The anion CH₃–BH₂–CH₂–SiH₃ carries five kinds of bond: C–H, B–H, B–C, Si–C and Si–H. Along each bond path there is a point where the electron density ρ is lowest along the bond but highest across it. This is the bond critical point, called the bond point below. The table lists ρ there, together with its Laplacian ∇²ρ, which is the sum of the three curvatures of the density. The ellipticity tells by what fraction the stronger of the two sideways curvatures exceeds the weaker, and the energy density H is the sum of kinetic and potential energy per volume. Atoms 1 and 3 are carbon, 2 is boron, 4 is silicon, and the others are hydrogen. All values are in atomic units.

PySCF 2.14.0, PBE0/6-31+G(d) single point in the gas phase on the GFN2-xTB geometry of the singlet anion CH₃–BH₂–CH₂–SiH₃ (charge −1). The rows are QTAIM bond critical points, with atoms numbered from 1; the energy density is the sum of the kinetic and potential energy densities.

```
row  density (a.u.)  first atom  second atom  laplacian (a.u.)  ellipticity  energy density (a.u.)
  1           0.262       1.000        5.000            -0.821        0.023                 -0.253
  2           0.262       1.000        6.000            -0.819        0.023                 -0.252
  3           0.261       1.000        7.000            -0.813        0.023                 -0.251
  4           0.259       3.000       11.000            -0.795        0.023                 -0.247
  5           0.258       3.000       10.000            -0.788        0.023                 -0.246
  6           0.154       2.000        9.000            -0.147        0.036                 -0.156
  7           0.154       2.000        8.000            -0.148        0.037                 -0.156
  8           0.145       1.000        2.000             0.044        0.053                 -0.130
  9           0.133       2.000        3.000             0.085        0.016                 -0.114
 10           0.121       3.000        4.000             0.251        0.035                 -0.072
 11           0.116       4.000       13.000             0.180        0.017                 -0.074
 12           0.115       4.000       12.000             0.178        0.017                 -0.074
 13           0.110       4.000       14.000             0.166        0.006                 -0.070
```

(a) The Laplacian is strongly negative in the C–H bonds and positive in the bonds of silicon. Which curvature is responsible, and what sets its size?

Solution. The density rises from the bond point towards either nucleus, so the curvature along the bond is positive. It falls away sideways, so the two curvatures across the bond are negative. The sign of the Laplacian only tells which side wins, and the same sign can arise in different ways. The curvatures must therefore be looked at separately.

From C–H to Si–C the Laplacian rises by 1.06, and 0.97 of this comes from the sideways part. The curvature along the bond stays between 0.39 and 0.56 in all thirteen rows. The C–H bonds thus have a negative Laplacian because their density is drawn tightly around the axis. Within the bonds of boron and silicon the contrast is smaller, and there both parts count.

A simpler system shows what sets the sideways part: two hydrogen atoms placed side by side, each keeping its free, spherical density. That density falls with distance r as exp(−2r). Its slope is then −2 times its value, and the sideways curvature of any spherical density is its slope divided by r. At the bond point the slopes of the two atoms cancel, so with equal decay each atom supplies half of ρ. Adding both atoms and both sideways directions gives

sideways curvature = −2ρ (1/r_A + 1/r_B)

where r_A and r_B are the distances from the bond point to the two nuclei. For two real hydrogen atoms these distances are equal. For unlike atoms the formula assumes that both densities decay at the same rate but differ in height. Two things make this curvature large: a high density at the bond point, and nuclei close to it.

Take the B–C bond of row 8, with a length of 1.648 Å. The bond point lies 0.523 Å from boron, which leaves 1.125 Å to carbon. With 1 bohr = 0.529 Å these distances are 0.99 and 2.13 bohr, so that

sideways curvature ≈ −2 × 0.145 × (1/0.99 + 1/2.13) ≈ −0.43

The calculation gives −0.46. Nothing was fitted, although the density and the position of the bond point were taken from the calculation. In a C–H bond the density is nearly twice as high and the hydrogen nucleus is only about 0.4 Å away, so both factors work in the same direction.

The formula comes within 7 % of the computed sideways curvature in every bond of boron and silicon, and falls 16 % short in C–H. Some of this success is luck, since real boron and silicon atoms do not decay like hydrogen. A different rule, in which one electron pair merely swells or shrinks without changing shape, was anchored on the C–H bonds and misses the others by at most 15 %. That rule uses no distances at all, so the agreement fits the picture of two atoms but does not prove it. The printed output after this text shows both estimates row by row.

Along the bond the analogy breaks down where bonding is most concentrated. Two free hydrogen-like atoms would give a curvature of 4ρ, which is about 1.05 in C–H, while the calculation gives 0.47. Two causes are likely, and the output does not separate them. Bonding gathers charge between the nuclei, and this charge helps to fill the dip in the density along the axis. The valence density of carbon also curves less along the bond than the hydrogen-like formula assumes. A C–H bond thus has a high density without a correspondingly steep rise towards its nuclei.

The Laplacian peaks at Si–C, although Si–H has the lower density. Carbon lies farther from the bond point than hydrogen does, which weakens the sideways curvature by 0.02 relative to rows 11 and 12. The rise along the bond is also steeper, by 0.05, and this is the larger part. The two-atom formula reproduces less than half of it.

(b) Why does the density fall from C–H to Si–H, and why do bonds between the same elements differ?

Solution. Much of the fall exists before any bond is formed. If free atoms are placed at the positions of the nuclei and their densities are added, the sum at the bond point already falls by 0.09 between C–H and Si–H (rows 11 and 12). The full fall is 0.14. Carbon has a compact valence shell and lets hydrogen come close. Silicon has a larger core and a more diffuse valence shell, so its bonds are long and their middle is thin. The remainder arises because the bond points gain different amounts of density when the atoms join to form the anion, and C–H gains most.

The B–H bonds show why the two contributions should be kept apart. Their density lies 0.009 above that of the B–C bond in row 8, yet the free atoms give practically the same density in both. The difference therefore comes from bonding, not from the overlap of the atoms. It is no general mark of hydrogen as a partner, because at silicon the order is reversed. The basis has no polarisation functions on hydrogen, so a difference this small should not be pressed further.

The two B–C bonds differ as well. From row 8 to row 9 the density drops by 0.012, of which the free atoms explain only 0.002, although the second bond is longer. The Si–H bond of row 13 is likewise longer and thinner than its two neighbours. There the free atoms account for about half of the drop.

These two odd bonds have a special position. The Si–H bond of row 13 points away from boron, on the opposite side of the Si–C bond from the B–C bond of row 9. In this arrangement the filled B–C bonding orbital can overlap with the empty antibonding orbital of Si–H. Such a donation, known as hyperconjugation, would take charge out of the first bond and weaken the second. The Mayer bond orders fit this: 0.73 against 0.78 for B–C, and 0.94 against 1.00 for Si–H. It remains a likely cause, not a demonstrated one. The carbon of row 9 also carries silicon where that of row 8 has only hydrogen, which may change the B–C bond by itself. Moreover, the bond lengths come from a tight-binding method, not from the density functional used for ρ.

(c) A positive Laplacian is often read as the sign of a closed-shell contact, such as an ionic bond. Are the bonds of rows 8 to 13 of this kind?

Solution. The energy density gives a second criterion, but it is tied to the first. With G for the kinetic energy density, which is always positive, the definition used here is

H = ∇²ρ/4 − G

Wherever the Laplacian is negative, H must be negative too. In rows 1 to 7 its sign therefore adds nothing new.

In rows 8 to 13 it does add something. For H to become positive, the Laplacian would have to exceed 4G. The closest case is Si–C, where it reaches less than half of that value. Potential energy thus outweighs kinetic energy at every one of these points, as is usual for shared electrons. The Mayer bond orders, between 0.7 and 1.0, agree. These are polar covalent bonds.

The same equation shows what changes from C–H to Si–C. The Laplacian turns positive once G exceeds the size of H. In C–H, G is about 0.05 and H is −0.25; in Si–C, G is 0.13 and H is −0.07. The kinetic term has grown while the energy density has shrunk.

The small G in C–H has a simple origin. At the bond point the slope of the total density is zero. If a single orbital supplied all the density there, the slope of that orbital would vanish as well, and G, which is built from the squared slopes of the orbitals, would be zero. The C–H point lies close to hydrogen, where one electron pair dominates, and comes near this limit. Close to boron or silicon several orbitals contribute, and the steep tail of the inner shell is expected to be among them; their effects on the slope of the density cancel, but their squared slopes add up. A positive Laplacian in this molecule is therefore no sign that a shared pair is absent.

It occurs only at bond points near boron or silicon, but this nearness alone is not enough. In B–H the point lies as close to boron as in B–C, yet the Laplacian is negative. The hydrogen nucleus is nearer to the point than carbon is in B–C, which fits the stronger sideways curvature, and the curvature along the bond is smaller. Together these let the sideways part win.

Numerical output:

```
Bond points (a.u. unless named):
  row  point to B or Si or else C (angstrom)  free-atom density  curvature across  across from two atoms  across scaled from C-H  curvature along  along from two atoms  kinetic energy density
    1                                 0.6788             0.1778            -1.293                 -1.076                  -1.291           0.4718                 1.048                 0.04775
    2                                 0.6753             0.1778            -1.292                 -1.071                  -1.291           0.4733                 1.048                 0.04725
    3                                 0.6795             0.1774            -1.285                  -1.07                  -1.283           0.4724                 1.044                 0.04775
    4                                 0.6845             0.1769            -1.264                 -1.065                  -1.267           0.4691                 1.036                 0.04825
    5                                 0.6857             0.1764            -1.257                 -1.059                  -1.259           0.4693                 1.032                   0.049
    6                                 0.5271             0.1113           -0.5389                -0.5438                 -0.5326           0.3919                 0.616                  0.1192
    7                                 0.5282             0.1116           -0.5359                -0.5428                 -0.5326           0.3879                 0.616                   0.119
    8                                 0.5228             0.1125           -0.4601                -0.4299                 -0.4818           0.5041                  0.58                   0.141
    9                                 0.5264             0.1108           -0.3882                  -0.39                 -0.4172           0.4732                 0.532                  0.1353
   10                                 0.7181            0.09329           -0.3098                -0.2901                 -0.3564           0.5608                 0.484                  0.1347
   11                                 0.7235            0.09081           -0.3322                -0.3328                 -0.3321           0.5122                 0.464                   0.119
   12                                  0.724            0.08981           -0.3316                  -0.33                 -0.3274           0.5096                  0.46                  0.1185
   13                                 0.7288            0.08777           -0.3067                -0.3111                  -0.304           0.4727                  0.44                  0.1115
Laplacian rise from mean C-H to Si-C (a.u.): 1.058
of this from curvature across (a.u.): 0.9685
Laplacian rise from mean B-H to Si-C (a.u.): 0.3985
of this from curvature across (a.u.): 0.2275
density fall from mean C-H to Si-H rows 11-12 (a.u.): 0.1449
of this in the free atoms (a.u.): 0.08696
density of mean B-H less B-C row 8 (a.u.): 0.009
of this in the free atoms (a.u.): -0.001077
density fall from B-C row 8 to row 9 (a.u.): 0.012
of this in the free atoms (a.u.): 0.001775
density fall from Si-H rows 11-12 to row 13 (a.u.): 0.0055
of this in the free atoms (a.u.): 0.002536
Si-C less Si-H rows 11-12, curvature across (a.u.): 0.02206
Si-C less Si-H rows 11-12, curvature along (a.u.): 0.04994
two-atom model, mean miss of curvature across in C-H (percent): -16.43
two-atom model, largest miss in the other bonds (percent): 6.564
scaled-pair rule, largest miss outside C-H (percent): 15.02
largest ratio of Laplacian to four times kinetic energy density: 0.4657
```
